In solid sulfur each atom is held by strong bonds to two neighbours, while the molecules built in this way touch one another only through weak forces. Here one atom has been taken out of a cell with 24 sites. An atom beside the gap then shifts into it, so that the gap moves one place along the same molecule. Density functional theory follows the change through nine structures, called images, from one relaxed arrangement to the other.

Nudged elastic band for a vacancy moving in solid sulfur, 23 atoms in a fixed cell with 24 sites. Ansatz 0.2.0, plane-wave PAW density functional theory, PBEsol, scalar-relativistic, no spin polarisation; cutoff 420 eV, 3×3×3 k mesh, Gaussian smearing of 0.05 eV. Seven inner images, one of them climbing, relaxed to 0.05 eV/Å; energies are free energies.

```tsv
image number	image path length (Å)	image energy (eV over image 0)
0	0.000	0
1	0.206	0.0017
2	0.411	0.0071
3	0.617	0.0215
4	0.823	0.0355
5	1.072	0.0164
6	1.320	0.0037
7	1.569	0
8	1.817	0.0004
```

The image path length is the distance covered since image 0, with the shifts of all atoms combined into one number. The image energy is counted from image 0. The text gives it in meV, thousandths of an eV.

### Images 0 to 2: how does the energy begin to rise?

It rises slowly at first, then faster. Image 1 lies 1.7 meV above the start, and image 2, at twice the distance, lies 7.1 meV above it. Twice the distance thus costs about four times the energy. This is how a spring behaves, and any structure resting in a smooth energy valley resists a small push in the same way.

The valley is also shallow. Bonded sulfur atoms resist stretching strongly, so a motion that costs so little over 0.4 Å can hardly be the stretching of a bond. It is more likely a bending, twisting, turning or sliding that leaves the bond lengths nearly as they were.

### Images 3 and 4: where is the top, and how high is it?

The top is image 4, at 35.5 meV above the start and about 35 meV above the other end. This image was treated differently from the rest. It was driven uphill along the path while it relaxed in the directions across it, so that it settles on the pass between the valleys. The barrier is therefore the energy of a calculated structure and not a value read off a curve drawn between images.

Whether image 4 is a true pass, downhill along one direction only, was not checked. If it were also downhill sideways, a lower route would exist close by. The value is safest read as the height of this particular route.

### Images 5 and 6: is the far side steeper than the near side?

The rows seem to say so. One image before the top the energy is 21.5 meV, and one image after it only 16.4 meV. But the images are not evenly spaced: the steps are about 0.21 Å before the top and 0.25 Å after it. Image 5 has simply gone farther downhill than image 3.

A fair comparison takes both sides at the same distance from the top. Image 5 lies 0.249 Å beyond it. The point equally far before the top falls between images 2 and 3, and a straight line between those two gives 18.5 meV there.

The difference of 5 meV between the rows has shrunk to 2 meV. The same comparison for images 6 and 7 leaves about 1 meV or less. The hump is thus nearly symmetric, and most of the apparent lopsidedness comes from the places where the images happen to sit.

### Images 7 and 8: which end is lower?

The table does not decide this. Images 0, 7 and 8 agree within 0.4 meV, which is too little to rank them. The last step, from image 7 to image 8, covers a quarter of an ångström at almost no cost. The end structure probably stopped a little way up the far side of its valley: it lies 0.99 Å from the top, whereas the start lies only 0.82 Å from it. In so shallow a valley, the forces that drive the relaxation become small well before the bottom is reached.

There is a reason to expect equal ends. The crystal repeats in units of six atoms, each with two close neighbours, and this points to ring-shaped S₆ molecules. In the crystal of such rings, a symmetry operation carries each atom of a ring onto the next one. It should then not matter which atom is absent, and two fully relaxed ends should have the same energy, provided that the atoms around the gap settle into matching shapes.

Equal ends do not by themselves make the path symmetric. For that, an operation would have to exchange the two sites, and not merely carry the first onto the second. A free S₆ ring has such an operation, but its crystal does not. The near symmetry of the hump is therefore a result of the calculation and was not forced on it by the crystal.

### The whole path: does one atom jump across a gap?

That is how the move is set up, but the relaxed structures tell a different story. The two ideal sites lie 2.075 Å apart, whereas the entire path measures only 1.817 Å. Since this length combines the shifts of all atoms, no single atom can end up farther than that from where it began. At one end of the path at least, and probably at both, atoms must therefore have left their ideal sites.

The likely reason is that the broken ring has closed. When one atom is removed from a ring of six, two neighbours are each left with one bond too few. They can satisfy each other by forming a new bond, which gives a ring of five. The highest image has a gap of about 1.7 eV between filled and empty levels, and this fits a molecule whose electrons are all paired. The calculation left out spin, however, so it did not test states with unpaired electrons.

### Why does the move cost so little?

The bonds can be counted on a numbered ring. Let the empty site be number 1, with atoms on sites 2 to 6. Once the ring has closed, the atom on site 2 is bonded to those on sites 3 and 6. Now let it shift to site 1, so that site 2 becomes the empty one. It is next to the atom on site 6, and the closing bond now joins it to the atom on site 3.

Its partners are the same as before. What looks like a jump on the lattice breaks no bond in the closed ring; only the shape and orientation of the ring change. In an open chain the same atom would have to let go of one neighbour and take hold of another. Averaged over a whole sulfur molecule, a bond is worth roughly 2.7 eV, a recalled value and more than seventy times the barrier. Opening a single bond in a ring can cost less than this average, but it should still cost far more than 35 meV.

Changing the shape is cheap as well. Each sulfur atom carries lone pairs of electrons, and those on adjacent atoms repel each other least when the bond between them is strongly twisted. A ring of five cannot give all its bonds the twist they prefer, so it puckers, and some bonds carry more of the strain than others. The pucker can travel round the ring: one bond gains twist while another loses it, and the total strain changes little. This motion is known as pseudorotation.

The closed ring is an inference from the short path, the low barrier and the gap; the bond lengths along the path would test it directly. It also remains open what the 35 meV pays for. Part may be strain within the ring, and part may be the resistance of the surrounding molecules as the ring turns in a space shaped for six atoms.

For a similar defect, the useful question is whether the moving atom has the same bonding partners before and after. If it has, perhaps no bond needs to break on the way, and the cost can be small. If it must change partners, much depends on how far an old bond is broken before a new one forms.

### What would change if the path were not relaxed?

The barrier would come out more than three times too high. In the first guess of the band, before any forces had acted, the top lay at 120 meV. Relaxation lowered it by 84.5 meV, more than twice the height that finally remained.

The proposed mechanism offers a likely reason. In a turning ring each atom should follow an arc. If the first guess was drawn in straight lines, which the outputs do not state, it cut across the arcs and squeezed the ring on the way. Because bonds are stiff, a slight squeeze costs more than the soft motion itself. If this is right, a first guess drawn so as to keep the bond lengths would start much closer to the final barrier.

### Can the barrier be used to calculate how fast the defect moves?

At room temperature it is a poor basis for a rate. A rate for separate hops assumes that the structure rests in one valley for a long time and crosses the pass only rarely. This requires a barrier $E_\mathrm{b}$ many times larger than the thermal energy $k_\mathrm{B}T$, where $k_\mathrm{B}$ is Boltzmann's constant and $T$ the temperature. At 300 K the ratio is

$$\frac{E_\mathrm{b}}{k_\mathrm{B}T}=\frac{35.5\ \mathrm{meV}}{25.85\ \mathrm{meV}}\approx 1.4 .$$

The Boltzmann factor, $e^{-1.4}$, is about one quarter. If only the energy along the path counts, the ring is found near the top about a quarter as often as near the bottom of a valley. That is not a rare event. The defect is better pictured as a ring that wanders between its orientations than as an atom that waits and then jumps. At a quarter of this temperature the ratio would be four times larger, and separate hops would begin to make sense.

The digits call for the same caution. In the last three rounds of relaxation the top moved by 1.4, 0.3 and 0.1 meV, so at these settings the number has nearly settled. Its physical accuracy is much lower. The functional lacks the long-range attraction that helps to hold sulfur molecules together, the cell is small and fixed, and the zero-point motion of the atoms is left out. If these together shifted the top by only 10 meV, the barrier would change by more than a quarter. "A few tens of meV" is as much as the value supports.

For a process model, the kind of motion matters more than the exact height. The calculated step takes the gap from one place to the next within a single molecule, and repeating it would only lead round the same ring. To carry sulfur through the solid, either an atom would have to pass from one molecule to another and change its bonding partners, or a whole molecule would have to leave its place. A diffusion coefficient based on 35 meV would therefore describe the turning of a ring as if it were the transport of material.
